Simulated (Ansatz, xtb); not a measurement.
# Ligand exchange: CHBrF2 + HCl → CHClF2 + HBr

Species: CHBrF2 (bromodifluoromethane) `FC(F)Br`, singlet; HCl (hydrogen chloride), singlet; CHClF2 (difluorochloromethane) `FC(F)Cl`, singlet; HBr (hydrogen bromide), singlet. The partners trade Br for Cl: C–Br and H–Cl bonds give way to C–Cl and H–Br.

Shapes, held fixed at every level: PBE0-D4/def2-TZVP. Programs: Ansatz 0.2.0, xtb 6.7.1. The zero-point and thermal change to 298 K, harmonic and unscaled (PBE0-D4/def2-TZVP), is -0.8 kJ/mol.

**The experiment to reproduce.** Tabulated heats of formation (Active Thermochemical Tables): CHBrF2 -424.2; HCl -92.2; CHClF2 -482.8; HBr -35.9 kJ/mol, which give ΔH(298 K) = -2.2 kJ/mol.

```json
{"level": "GFN2-xTB", "kind": "semi-empirical", "ΔH (kJ/mol)": "-13.6", "computed − measured": "-11.4"}
{"level": "HF/def2-SVP", "kind": "Hartree–Fock", "ΔH (kJ/mol)": "-14.8", "computed − measured": "-12.5"}
{"level": "HF/def2-TZVPP", "kind": "Hartree–Fock", "ΔH (kJ/mol)": "-8.2", "computed − measured": "-6.0"}
{"level": "r2SCAN-D4/def2-TZVPP", "kind": "meta-GGA", "ΔH (kJ/mol)": "-2.9", "computed − measured": "-0.7"}
{"level": "BHLYP-D4/def2-TZVPP", "kind": "global hybrid", "ΔH (kJ/mol)": "-4.2", "computed − measured": "-2.0"}
{"level": "PBE0-D4/def2-TZVPP", "kind": "global hybrid", "ΔH (kJ/mol)": "-3.6", "computed − measured": "-1.4"}
{"level": "wB97M-V/def2-TZVPP", "kind": "range-separated hybrid", "ΔH (kJ/mol)": "-4.5", "computed − measured": "-2.2"}
{"level": "MP2/def2-SVP", "kind": "perturbation theory", "ΔH (kJ/mol)": "-12.5", "computed − measured": "-10.3"}
{"level": "CCSD(T)/def2-TZVPP", "kind": "coupled cluster or CI", "ΔH (kJ/mol)": "-2.3", "computed − measured": "0.0"}
```

Nearest: CCSD(T)/def2-TZVPP (0.0); farthest: HF/def2-SVP (-12.5). 6 of 9 levels lie within 10 kJ/mol. Relativity is left out for Br unless named. Correlated rows may include outer-core shells of Br, which these sets cover unevenly.

The exchange is almost thermoneutral, and every level gets its mildly exothermic sign right. Chlorine binds more strongly than bromine to both carbon and hydrogen, through better overlap and a more polar bond, so the gain in forming C–Cl is nearly cancelled by the loss of H–Cl. What remains is a small difference between large bond energies, sensitive to any uneven treatment of the two halogens.

Basis quality matters clearly: Hartree–Fock moves from -14.8 to -8.2 kJ/mol on going to the larger set, while MP2 in the small set stays at -12.5 kJ/mol. That MP2 error therefore probably reflects the basis more than the perturbation treatment. In the larger set, the remaining Hartree–Fock error points to differential correlation between the bonds exchanged, which the density functionals and CCSD(T) largely recover. The functionals lie too close together for one reaction to rank them, and the near-exact CCSD(T) value may owe something to cancellation of residual basis errors.
